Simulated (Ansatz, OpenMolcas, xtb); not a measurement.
# Loss of H2: CH2F2O → COF2 + H2

Species: CH2F2O `OC(F)F`, singlet; COF2 (carbonyl fluoride) `O=C(F)F`, singlet; H2 (hydrogen), singlet. 

Shapes, held fixed at every level: PBE0-D4/def2-TZVP. Flexible molecules stand in one conformer, not always the lowest. Programs: Ansatz 0.2.0, OpenMolcas 26.06, xtb 6.7.1. The zero-point and thermal change to 298 K, harmonic and unscaled (PBE0-D4/def2-TZVP), is -27.5 kJ/mol.

```json
{"level": "GFN1-xTB", "kind": "semi-empirical", "ΔH(298 K) (kJ/mol)": "+125.6", "less CCSD(T)/CBS estimate": "+53.8"}
{"level": "SPW92/def2-TZVPP", "kind": "LDA", "ΔH(298 K) (kJ/mol)": "+91.9", "less CCSD(T)/CBS estimate": "+20.1"}
{"level": "r2SCAN-D4/def2-TZVPP", "kind": "meta-GGA", "ΔH(298 K) (kJ/mol)": "+60.4", "less CCSD(T)/CBS estimate": "-11.4"}
{"level": "B3LYP/6-31G* (spherical functions)", "kind": "global hybrid", "ΔH(298 K) (kJ/mol)": "+39.8", "less CCSD(T)/CBS estimate": "-32.0"}
{"level": "r2SCAN0-D4/def2-TZVPP", "kind": "global hybrid", "ΔH(298 K) (kJ/mol)": "+75.1", "less CCSD(T)/CBS estimate": "+3.3"}
{"level": "B2PLYP/def2-TZVPP", "kind": "double hybrid", "ΔH(298 K) (kJ/mol)": "+58.5", "less CCSD(T)/CBS estimate": "-13.3"}
{"level": "MP2/def2-TZVPP", "kind": "perturbation theory", "ΔH(298 K) (kJ/mol)": "+62.5", "less CCSD(T)/CBS estimate": "-9.3"}
{"level": "CCSD/def2-SVP", "kind": "coupled cluster or CI", "ΔH(298 K) (kJ/mol)": "+59.7", "less CCSD(T)/CBS estimate": "-12.1"}
{"level": "CCSD(T)/CBS estimate", "kind": "coupled cluster or CI", "ΔH(298 K) (kJ/mol)": "+71.8", "less CCSD(T)/CBS estimate": "0.0"}
```

The highest level, CCSD(T)/CBS estimate, gives ΔH(298 K) = +71.8 kJ/mol; the levels span +39.8 to +125.6. The column of differences is taken from that level and isn't an error. No measured value is set beside it here. The CBS estimate extrapolates MP2 from def2-TZVPP and def2-QZVPP and adds CCSD(T) − MP2 in the triple-zeta set, cores frozen; for H2 it overshoots the exact energy by about 1 mEh.

Loss of H2 from difluoromethanol is endothermic at every level, with the coupled-cluster estimate at +71.8 kJ/mol. The reaction gives up an O–H and a C–H σ bond, and the new H–H bond and C=O π bond repay only part of that cost. Donation from the fluorine lone pairs into the carbonyl π system stabilises COF2, but the alcohol also has anomeric stabilisation to lose. The vibrational contribution favours the products, since stiff O–H and C–H modes disappear and only one H–H stretch replaces them.

Adding exact exchange to r2SCAN brings the result close to the reference, probably through a better balance between the σ bonds lost and the π bond formed. Yet B3LYP, also a hybrid, gives the lowest value, so a hybrid form alone doesn't secure agreement. Releasing a second molecule raises the entropy, making the free-energy cost smaller than the enthalpy at ordinary pressures. The reaction enthalpy doesn't show whether H2 loss can compete kinetically with HF elimination.
